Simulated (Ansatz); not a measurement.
## Abstraction of Cl: CH3Cl + SnH3 → CH3 + SnH3Cl

Species: CH3Cl (chloromethane) `CCl`, singlet; SnH3 `[SnH3]`, doublet; CH3 (methyl radical) `[CH3]`, doublet; SnH3Cl `[Cl][SnH3]`, singlet. A radical takes Cl: the energy is the difference in strength between the C–Cl bond broken and the Sn–Cl bond made.

Shapes, held fixed at every level: PBE0-D4/def2-TZVP. Programs: Ansatz 0.2.0. The zero-point and thermal change to 298 K, harmonic and unscaled (PBE0-D4/def2-TZVP), is -9.1 kJ/mol.

(1) Estimate ΔH(298 K) of this reaction.

Results:

(1) The highest level, CCSD(T)/def2-TZVPP, gives ΔH(298 K) = -38.8 kJ/mol; the levels span -75.5 to -33.6. The column of differences is taken from that level and isn't an error. No measured value is set beside it here. Open shells run unrestricted unless RO is named. For atoms past krypton def2 sets carry core potentials with scalar relativity. Correlated rows may include outer-core shells of Sn, which these sets cover unevenly.

```csv
level,kind,ΔH(298 K) (kJ/mol),less CCSD(T)/def2-TZVPP
HF/def2-SVP,Hartree–Fock,-75.5,-36.7
PBE0-D4/def2-TZVPP,global hybrid,-34.2,+4.6
wB97M-V/def2-TZVPP,range-separated hybrid,-33.6,+5.2
wB97X-V/def2-TZVPP,range-separated hybrid,-40.0,-1.2
MP2/def2-SVP,perturbation theory,-35.2,+3.6
CCSD/def2-SVP,coupled cluster or CI,-38.7,+0.1
CCSD(T)/def2-TZVPP,coupled cluster or CI,-38.8,0.0
```

Every level makes chlorine transfer from carbon to tin exothermic, so the Sn–Cl bond formed is stronger than the C–Cl bond broken. The main reason is polarity: tin is much more electropositive than carbon, and the ionic contribution to Sn–Cl more than offsets the poorer covalent overlap of its diffuse 5p orbitals with chlorine. The same preference helps drive halogen abstraction by stannyl radicals in tin hydride dehalogenations.

Hartree–Fock stands apart at -75.5 kJ/mol, while all the other levels lie between -40.0 and -33.6. MP2 and CCSD in the same small basis fall within that narrow band, so the excess exothermicity comes mainly from missing electron correlation, not from the basis. This suggests that correlation strengthens the compact C–Cl bond more than the longer, more polar Sn–Cl bond. The close match between CCSD/def2-SVP and the highest level may partly reflect cancellation between basis and triples effects. The results support a clear thermodynamic driving force, but say nothing about the abstraction barrier.
